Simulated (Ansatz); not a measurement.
# Ligand exchange: CHClF2 + C3H8MgO → CH2F2O + C3H7ClMg

Species: CHClF2 (difluorochloromethane) `FC(F)Cl`, singlet; C3H8MgO `C[CH](C)[Mg][OH]`, singlet; CH2F2O `OC(F)F`, singlet; C3H7ClMg `C[CH](C)[Mg][Cl]`, singlet. The partners trade Cl for OH: C–Cl and Mg–OH bonds give way to C–OH and Mg–Cl.

Shapes, held fixed at every level: PBE0-D4/def2-TZVP. Flexible molecules stand in one conformer, not always the lowest. Programs: Ansatz 0.2.0. The zero-point and thermal change to 298 K, harmonic and unscaled (PBE0-D4/def2-TZVP), is +6.4 kJ/mol.

```
                level                   kind  ΔH(298 K) (kJ/mol)  less CCSD(T)/def2-TZVPP  CPU time (sum over the molecules)
        HF/def2-TZVPP           Hartree–Fock              -151.9                    -29.1                                  –
    PBE-D4/def2-TZVPP                    GGA              -114.6                     +8.2                               25 s
 r2SCAN-D4/def2-TZVPP               meta-GGA              -122.2                     +0.6                               46 s
r2SCAN0-D4/def2-TZVPP          global hybrid              -130.2                     -7.4                               48 s
    B2PLYP/def2-TZVPP          double hybrid              -119.5                     +3.3                               50 s
     CCSD(T)/def2-SVP  coupled cluster or CI              -142.6                    -19.8                               71 s
        CCSD/def2-SVP  coupled cluster or CI              -144.6                    -21.8                                  –
   CCSD(T)/def2-TZVPP  coupled cluster or CI              -122.8                      0.0                             32 min
```

The highest level, CCSD(T)/def2-TZVPP, gives ΔH(298 K) = -122.8 kJ/mol; the levels span -151.9 to -114.6. The column of differences is taken from that level and isn't an error. No measured value is set beside it here. Outer-core shells of Mg are correlated in most correlated rows, in sets that cover them unevenly. Times are processor times on shared x86 and Arm servers, and rough.

Exchange of chloride for hydroxide is strongly exothermic at every level, with -122.8 kJ/mol at the highest. Magnesium binds hydroxide more strongly than chloride, so the driving force must come from carbon, where a strong C–O bond replaces a weaker C–Cl bond. The two fluorines probably add to this, since oxygen lone pairs donate into the C–F antibonding orbitals more effectively than those of chlorine.

Hartree–Fock exaggerates the exothermicity, so electron correlation favours the reactants overall. Adding exact exchange to r2SCAN shifts the result the same way, but B2PLYP, despite its large exchange share, stays close to coupled cluster, probably because its perturbative correlation offsets the shift. In the small basis the triples matter little, whereas enlarging the basis changes CCSD(T) substantially. This suggests that the compact set describes the anion-like oxygen of Mg–OH poorly. The favourable enthalpy doesn't make difluoromethanol a persistent product, as α-fluoro alcohols readily lose HF to give carbonyl compounds.
